The BH⁻ anion in its quartet state has a bonding pair and three unpaired electrons of parallel spin, one in a σ orbital and two in the π orbitals. Removing a π electron at fixed atoms leaves BH in a triplet, taken here to be its lowest one. The energy this costs is a severe test of a method, because the two states hold different numbers of electrons and so have different amounts of correlation to recover. Six methods have left their errors below without their names. Can the values alone tell which is which?

Vertical gaps of BH computed with Ansatz 0.2.0, as the energy of the triplet neutral minus that of the quartet anion at the same PBE0/def2-TZVPD geometry. All levels use the aug-cc-pVTZ basis, and the correlated wave-function methods freeze the boron 1s core. The prefixes R and U mark restricted (open-shell) and unrestricted calculations. Candidates: B2PLYP, UCCSD(T), PBE0, r2SCAN, MRCISD valence, B3LYP.

| row | this level less the reference (UCCSDT(Q), same basis) (meV) |
| --- | --- |
| A | 103.0 |
| B | 179.0 |
| C | -71.0 |
| D | -138.0 |
| E | 17.0 |
| F | -10.0 |

Each error is the method's gap less a reference gap of 572 meV from high-level coupled cluster in the same basis. The gap is the energy of the neutral minus that of the anion, so a negative error means that the method binds the extra electron too weakly. It is not the electron affinity of ground-state BH, which is a singlet.

Two labelled levels mark out the field. Unrestricted Hartree–Fock (UHF) has an error of -605 meV, enough to put the anion above the neutral. It leaves out the correlation energy, about 2.4 eV in the anion but only 1.8 eV in the neutral, and the difference is lost from the binding. The functional PBE errs the other way, by +233 meV. A likely cause is delocalisation error: approximate exchange favours spread-out charge too much, and an anion has plenty of it. That cause is argued from theory and not tested here. Functionals of this type also often leave the highest occupied orbital of a small anion unbound, so that only the finite basis holds the electron in place. Whether this happens here was not checked.

A wave-function method that recovers most of the correlation should therefore come out somewhat negative, because the anion has more left to recover. A functional without exact exchange should come out positive, and mixing in exact exchange should pull it down.

The surest assignment is UCCSD(T). Its restricted partner, RCCSD(T), has an error of -10 meV. The two could differ noticeably if the unrestricted determinant were a poor spin state, but in the anion it is almost a pure quartet, and without the triples correction the two versions differ by only 1 meV. Row F, at -10 meV, must be UCCSD(T).

PBE0 can be placed by a short estimate, since it is PBE with a quarter of the exchange replaced by exact exchange. If all of it were replaced, the result would be Hartree–Fock plus the correlation part of PBE. Let $C$ be the amount by which that correlation part raises the gap. With the orbitals assumed unchanged, the error of PBE0 in meV is

$$
\Delta_{\mathrm{PBE0}} \approx 0.75\times 233 + 0.25\times(-605 + C).
$$

Nothing in this formula is fitted, but $C$ is unknown. A reasonable assumption is that PBE correlation helps the anion, though by no more than the 605 meV that UHF lacks. With $C=0$ the error is about 24 meV, and with $C=605$ meV it is about 175 meV. Only row A, at 103 meV, lies in this range. Rows B and E miss it by just 4 and 7 meV, however, and a slight change of the orbitals could move the limits that far, so PBE0 for row A is probable and not certain.

Row B, at 179 meV, then suits r2SCAN, which contains no exact exchange and should overbind much as PBE does. If B2PLYP, with its much larger share of exact exchange, is taken to lie lower still, row E, at 17 meV, is left for B3LYP. Here a simple rule gives trouble. B3LYP has 20 % exact exchange and PBE0 has 25 %, so the share of exact exchange alone would put B3LYP above PBE0 and exchange rows A and E.

The rule fails to consider what the exact exchange is mixed with. Most of the correlation in B3LYP comes from the LYP functional, which gives no correlation energy at all when every electron has the same spin. In effect it neglects the correlation between parallel spins. The electron added to triplet BH has three parallel partners in the valence shell and only one of opposite spin. A functional that neglects parallel pairs should bind this electron more weakly than one that counts them, which speaks for the lower value.

The remaining pair is the hard one. MRCISD and B2PLYP must share rows C and D, at -71 and -138 meV, and both can be expected to underbind. B2PLYP has about half exact exchange and therefore takes over much of the Hartree–Fock error, of which its share of second-order perturbation theory repairs only a part. MRCISD adds single and double excitations to a valence wave function, but leaves out the products of such excitations, in which two pairs of electrons correlate at the same time. This loss grows with the amount of correlation and so is larger in the anion.

How large it should be can be judged roughly. The loss is about the correlation energy beyond the valence wave function times the weight $w$ of the configurations outside it. That energy is about 2.0 eV in the anion and 1.2 eV in the neutral. If the weight is proportional to it, the neutral has $0.6\,w$, and the gap comes out too small by

$$
w\,(2.0 - 0.6\times 1.2)\ \mathrm{eV} \approx 1.3\,w\ \mathrm{eV}.
$$

With a correction for the left-out products (MRCISD+Q), the error is only -3 meV. The loss would thus be 68 meV if MRCISD is row C and 135 meV if it is row D, which requires a weight of about 5 % or 10 %. For a molecule with so few valence electrons the smaller weight is the more natural, so the estimate favours row C for MRCISD and row D for B2PLYP. It is too crude to settle the matter, and this pair stays ambiguous.

The rows with their labels:

| level | this level less the reference (UCCSDT(Q), same basis) (meV) |
| --- | --- |
| RHF | -594.0 |
| UHF | -605.0 |
| RMP2 | -80.0 |
| UMP2 | -88.0 |
| RCCSD | -54.0 |
| UCCSD | -55.0 |
| RCCSD(T) | -10.0 |
| UCCSD(T) | -10.0 |
| BCCD(T) | -10.0 |
| RCCSDT | -2.0 |
| UCCSDT | -2.0 |
| RCCSDT(Q) | 0.0 |
| CASSCF valence | -819.0 |
| NEVPT2 valence | -248.0 |
| MRCISD valence | -71.0 |
| MRCISD+Q valence | -3.0 |
| PBE | 233.0 |
| r2SCAN | 179.0 |
| PBE0 | 103.0 |
| B3LYP | 17.0 |
| wB97M-V | 5.0 |
| B2PLYP | -138.0 |
| RPA-PBE | 216.0 |

The labels agree with the assignments, including the doubtful pair. The agreement doesn't make every step of the reasoning equally strong. The value of UCCSD(T) followed from a nearly identical calculation, whereas that of PBE0 was picked from a range about 150 meV wide whose ends lay close to two other candidates.

The same kind of range shows where the simple picture breaks down. If PBE stands in for the semilocal parts of B3LYP, the estimate gives 65 to 186 meV, and the true error lies 48 meV below the lower end. For B2PLYP, with its share of the second-order correlation taken from UMP2, the range is -72 to 86 meV, and the true error is 66 meV too low for it. Used before the reveal, this range would have spoken against the correct row. Both functionals built on LYP thus bind the added electron more weakly than a mixture based on PBE would.

The neglect of parallel-spin correlation would act in this direction. It is also a sizeable part of the physics: in second-order perturbation theory, pairs of equal spin supply about 35 % of the anion's correlation energy. This share belongs to the whole anion, though, and not to the added electron alone. B3LYP and B2PLYP also use a different exchange functional from PBE, and the errors can't separate its effect from that of LYP.

For the same reason the small error of B3LYP is weak evidence of a good description. Overbinding by approximate exchange and underbinding from exact exchange and LYP may largely cancel in this gap. B2PLYP, with more exact exchange and the same LYP, ends up well on the negative side. Exact exchange alone doesn't fix the sign, however: RPA-PBE uses it in full, with a very different kind of correlation, and still overbinds by 216 meV.

The full table also shows that improving both states need not improve their difference. The valence CASSCF wave function lies below restricted Hartree–Fock by about 404 meV in the anion, but by about 629 meV in the neutral. The triplet has one valence electron fewer and one more empty valence orbital to correlate into, so it gains more from the same set of orbitals. The gap, already slightly negative in restricted Hartree–Fock, falls further, and the error grows in size from -594 to -819 meV. Most of the correlation that the anion needs lies outside the valence orbitals, and NEVPT2, which adds it by perturbation theory, reduces the error to -248 meV.

Coupled cluster recovers that correlation more evenly. Unrestricted singles and doubles still underbind the anion by 55 meV, the perturbative triples reduce this to 10 meV, and full triples to 2 meV. For another gap of this kind, the sign of a wave-function error can be guessed by asking which state has more correlation left to recover. For a functional one must also ask how it treats exchange and which correlation goes with it. If that is LYP, it is worth checking whether the added electron meets mostly parallel spins, though these errors alone don't prove that the spins are the cause.
